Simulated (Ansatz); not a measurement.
## Abstraction of Cl: C2HClF2 + C4H9O → C2HF2 + C4H9ClO

Species: C2HClF2 `F/C=C(\F)Cl`, singlet; C4H9O `[CH2]COCC`, doublet; C2HF2 `F/[C]=C\F`, doublet; C4H9ClO (2-chloroethyl ethyl ether) `CCOCCCl`, singlet. A radical takes Cl: the energy is the difference in strength between two C–Cl bonds in different surroundings.

Shapes, held fixed at every level: PBE0-D4/def2-TZVP. Flexible molecules stand in one conformer, not always the lowest. Programs: Ansatz 0.2.0. Electronic energies: no zero-point or thermal term.

```
               level                    kind  ΔE (kJ/mol)
   PBE-D4/def2-TZVPP                     GGA        +41.1
r2SCAN-D4/def2-TZVPP                meta-GGA        +43.9
 B3LYP-D4/def2-TZVPP           global hybrid        +40.1
  PBE0-D4/def2-TZVPP           global hybrid        +41.1
  wB97M-V/def2-TZVPP  range-separated hybrid        +41.4
  wB97X-V/def2-TZVPP  range-separated hybrid        +37.6
   B2PLYP/def2-TZVPP           double hybrid        +38.0
```

B2PLYP/def2-TZVPP gives ΔE = +38.0 kJ/mol; the levels span +37.6 to +43.9. The median of the levels is +41.1. No measured value is set beside it here. Spin contamination: C2HF2 (⟨S²⟩ up to 0.94). Open shells run unrestricted.

Chlorine transfer from the fluorinated alkene to the alkyl radical is uphill at every level, so the vinylic C–Cl bond is the stronger of the two. The carbon hybridisation accounts for most of this. An sp² carbon binds chlorine through an orbital richer in s character, and a chlorine lone pair can donate weakly into the π system. Breaking that bond leaves a σ-type vinyl radical whose unpaired electron lies in the molecular plane, largely cut off from π delocalisation. The primary alkyl radical, by contrast, gains some hyperconjugative stabilisation. Fluorine on the radical carbon probably modifies the difference, but this single reaction cannot isolate its contribution.

Because one C–Cl bond is exchanged for another, much of the error in describing the bond should cancel, which fits the modest spread. The results do not sort by class of functional: PBE and PBE0 coincide, while the two range-separated hybrids lie well apart. The endothermic direction is therefore well supported, but the reaction energy alone does not show how fast chlorine would transfer in either direction.
